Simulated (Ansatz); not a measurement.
# Sb: pressure and energy change per atom against volume scale

All results are calculated (Ansatz 0.2.0). Plane-wave DFT, scalar-relativistic PAW made under PBE with cores redone for the functional, no dispersion; the given relaxed cell is scaled uniformly, energy at zero smearing counts from the unscaled cell, pressure at the given Fermi-Dirac smearing is positive in compression.

The cell before it is scaled or strained (space group P6/mmm, No. 191):
```
Sb
1.0
      5.6337     0.0000     0.0000
     -2.8168     4.8789     0.0000
      0.0000     0.0000     3.3293
Sb
3
Direct
  0.00000 0.00000 1.00000
  0.33333 0.66667 0.50000
  0.66667 0.33333 0.50000
```

Settings of every row: spin polarised no; functional BLYP; wave cutoff 420 eV; smearing width 0.1 eV; k mesh 7x7x11.

Atom starting moment: 0 on all atoms.

Limits: the cell comes from a prototype or a list of computed structures and needn't be the stable phase.

| row | volume scale | V (Å³/atom) | pressure (GPa) | energy change per atom (meV) |
| --- | --- | --- | --- | --- |
| 1 | 0.88 | 26.843 | 7.25 | 70.29 |
| 2 | 0.92 | 28.063 | ? | ? |
| 3 | 0.96 | 29.283 | 1.84 | 5.72 |
| 4 | 1.04 | 31.723 | -1.6 | 7.24 |
| 5 | 1.08 | 32.944 | -2.82 | 24.81 |
| 6 | 1.12 | 34.164 | -3.8 | 50.6 |

Question: what pressure and energy change per atom should row 2 give?

Worked fit of pressure. Take u = (V_r/V)^(2/3) − 1 with V_r = 31.723 Å³ an atom, which is twice the finite (Eulerian) strain; such expansions in the strain, on which the Birch-Murnaghan equation of state is built, carry the rest volume and the bulk modulus. The shown rows have u = 0.11779, 0.05481, 0, -0.02486, -0.04822. Least squares give pressure = −1.621 + 53.603 × u + 183.66 × u² GPa; a straight line predicts inner rows, each left out in turn, worse (root mean square 0.62 against 0.048 GPa). The rows lie off it by 0.01, -0.03, 0.02, 0.02, -0.02. The pressure vanishes at u = 0.0276, or V = 30.45 Å³ an atom, and there the bulk modulus at fixed shape and fractions is B = −V dP/dV = (2/3)(1 + u) dP/du = 43.7 GPa. Letting shape and atoms relax would as a rule lower it, by much in layered, chain or molecular crystals. The withheld row has u = 0.08516, so the fit gives −1.621 + 53.603 × (0.08516) + 183.66 × (0.08516)² = 4.28 GPa.

The calculation gave 4.24 GPa. The fit lies 0.04 GPa (0.36 % of the column's range) above it; its largest miss of a shown row is 0.03 GPa.

Worked fit of energy change per atom. Take u = (V_r/V)^(2/3) − 1 with V_r = 31.723 Å³ an atom, which is twice the finite (Eulerian) strain; such expansions in the strain, on which the Birch-Murnaghan equation of state is built, carry the rest volume and the bulk modulus. The shown rows have u = 0.11779, 0.05481, 0, -0.02486, -0.04822. Least squares give energy change per atom = 6.892 − 491.913 × u + 8735.5 × u² meV; a straight line predicts inner rows, each left out in turn, worse (root mean square 29 against 0.76 meV). The rows lie off it by 0.14, -0.45, 0.35, 0.29, -0.32 (root mean square 0.33 meV). The withheld row has u = 0.08516, so the fit gives 6.892 − 491.913 × (0.08516) + 8735.5 × (0.08516)² = 28.35 meV.

The calculation gave 27.74 meV. The fit lies 0.61 meV (2.2 % of the value, 0.94 % of the column's range) above it; its largest miss of a shown row is 0.45 meV.
